**Question: which of these functionals should I trust for the orbital energies of an aminosilane?**

I want to rank some silane coupling agents by how easily they lose an electron, and I may also use their HOMO–LUMO gaps. As a test I took one molecule, a silicon centre carrying a chlorine, two methoxy groups and an amino group, and computed its orbital energies with four functionals at the same geometry. Index 0 is the highest occupied orbital (HOMO), negative indices are the levels below it, and 1 is the lowest empty orbital (LUMO).

Restricted Kohn–Sham orbital energies of C5H14ClNO2Si (SMILES CCN(C)[Si](Cl)(OC)OC), computed with Ansatz 0.2.0 in the gas phase with the def2-TZVPP basis at the PBE0-D4/def2-TZVP geometry. Orbitals are counted from the HOMO (index 0) and matched between functionals by their order in energy. HSE06 is the form usual in plane-wave codes.

```
orbital index  HSE06 (eV)  B97M-V (eV)  B3LYP (eV)  r2SCAN0 (eV)  r2SCAN0 less HSE06 (eV)
           -7       -9.33        -8.69       -9.51         -9.97                    -0.64
           -6       -9.10        -8.47       -9.26         -9.73                    -0.64
           -5       -8.72        -8.13       -8.84         -9.37                    -0.66
           -4       -8.58        -8.00       -8.73         -9.22                    -0.64
           -3       -8.46        -7.83       -8.60         -9.11                    -0.66
           -2       -8.20        -7.52       -8.36         -8.86                    -0.66
           -1       -7.89        -7.20       -8.05         -8.55                    -0.66
            0       -6.22        -5.70       -6.40         -6.80                    -0.57
            1        0.62         0.28        0.67          1.39                     0.78
```

The columns disagree by far more than the differences I hope to see between molecules. Is one of them right, and is it worth paying for a hybrid functional?

**Answer**

It depends on whether you need the position of a level or the distance between two levels. In every occupied row the energy falls from B97M-V through HSE06 and B3LYP to r2SCAN0. For the HOMO the whole descent is 1.1 eV. If you read an oxidation potential from the HOMO and want it to 0.1 V, the choice of functional alone moves your answer by about ten times that tolerance. A ranking suffers less if the shift is nearly the same for all your molecules, but a test on one molecule cannot show whether it is.

The order fits a known physical effect. In a density functional calculation each electron is repelled by the total electron density, which includes its own share. Exact exchange cancels this self-repulsion, whereas semilocal exchange, computed from the density and its local variation, cancels it only in part. Occupied levels therefore come out too high, and mixing in exact exchange pulls them down. Empty levels go up, because they lose part of the attractive semilocal potential and gain little exact exchange in return.

How far does the amount of exact exchange take us? If the orbitals hardly change, a level should move in proportion to the fraction $a$ of exact exchange:

$$\varepsilon(a) \approx \varepsilon(0) + a\,\Delta .$$

Here $\varepsilon$ is the orbital energy and $\Delta$ is the change on going from purely semilocal to purely exact exchange. B97M-V has $a=0$, B3LYP has $a=0.20$ and r2SCAN0 has $a=0.25$, so the first two predict the third, provided that their semilocal parts are interchangeable.

For the HOMO, the step from B97M-V to B3LYP is $-6.40-(-5.70)=-0.70$ eV. Scaled by $0.25/0.20$ it becomes about $-0.88$ eV, which puts the r2SCAN0 level near $-6.6$ eV. The computed value, which was not used in the estimate, is $-6.80$ eV. The rule thus gives about four fifths of the step, and it does nearly as well on average for the seven levels below.

For the LUMO the same rule gives less than half of the rise. The fraction of exact exchange is therefore a fair guide to the direction of a shift, but not to its full size. The semilocal parts of these functionals differ too, and they are the likely source of much of the remainder.

HSE06 needs one more idea. It has 25 % exact exchange between electrons that are close together, but none at long range, while r2SCAN0 keeps its 25 % at all distances. Theory puts a ceiling on the lowering that HSE06 loses in this way. The long-range part of the Coulomb repulsion stays finite even when two electrons meet, and a quarter of that finite value is somewhat below 1 eV. The occupied levels of HSE06 lie 0.57 to 0.66 eV above those of r2SCAN0, which is below that ceiling. The lost long-range exchange could therefore account for much of the difference, but a ceiling does not show that it does. HSE06 puts semilocal exchange in its place, which makes up for part of the loss, and the other differences between the semilocal parts also contribute.

This also warns against reading agreement as accuracy. HSE06 and B3LYP stay within 0.2 eV of each other in every row, yet they are built differently. As a rough recalled figure, amines of this kind need at least about 8 eV to lose an electron. Read as ionization energies, with the sign reversed, all four HOMO energies are then too small, by at least 1 eV for r2SCAN0 and at least 2 eV for B97M-V. The r2SCAN0 value is the least wrong of the four, but still far from usable as an absolute number.

Distances between occupied levels depend much less on the functional, because most of the shift is common to all of them. Going from HSE06 to r2SCAN0 lowers the eight occupied levels by 0.64 eV on average, with a typical scatter of only 0.03 eV about that mean. Going from HSE06 to B97M-V raises them by 0.62 eV, with a scatter of 0.05 eV. A common shift drops out when you subtract one level from another.

It does not drop out completely. The HOMO stands above the next level by 1.50 eV in B97M-V and by 1.75 eV in r2SCAN0, with the other two in between. That is good enough to predict a well-separated first band in a photoelectron spectrum, but not to place the second band to 0.1 eV. Deeper down, some neighbours are only slightly more than 0.1 eV apart, so their order may change from one functional to another.

I would not use the gap at all. The LUMO has a positive energy in all four columns, so in this basis an electron placed there is not bound. The basis set has no diffuse functions, so the level probably depends strongly on how much space the basis happens to cover, and a more extended basis should pull it down towards zero. From HSE06 to r2SCAN0 the LUMO rises by 0.78 eV, and the seven empty levels above it rise by similar amounts. These shifts give no sign of a special acceptor orbital, and the gap should not be read as an absorption energy.

As for cost, B97M-V should be the cheapest kind of calculation here, because it needs no exact exchange, although its nonlocal correlation adds some work. The exact-exchange term formally grows with the fourth power of the basis size, although in large molecules many of its contributions are negligible and can be skipped. The three hybrids should cost about the same for a molecule this small. The short-ranged exchange of HSE06 saves effort mainly in periodic solids. The high-lying levels of B97M-V are also no verdict on its reaction energies, which rest on total energies and not on orbital energies.

For your ranking, compute the neutral molecule and its cation and subtract their total energies. At a fixed geometry this costs roughly one additional calculation per molecule, and it avoids reading the ionization energy from an orbital level. An oxidation potential also needs a relaxed geometry for the cation and the solvent in both calculations. Keep orbital energies for the pattern of occupied levels, take them all from one functional, and leave differences of a few tenths of an eV uninterpreted. Within that margin B97M-V gives the same pattern as the hybrids, so for this purpose a hybrid is not essential.
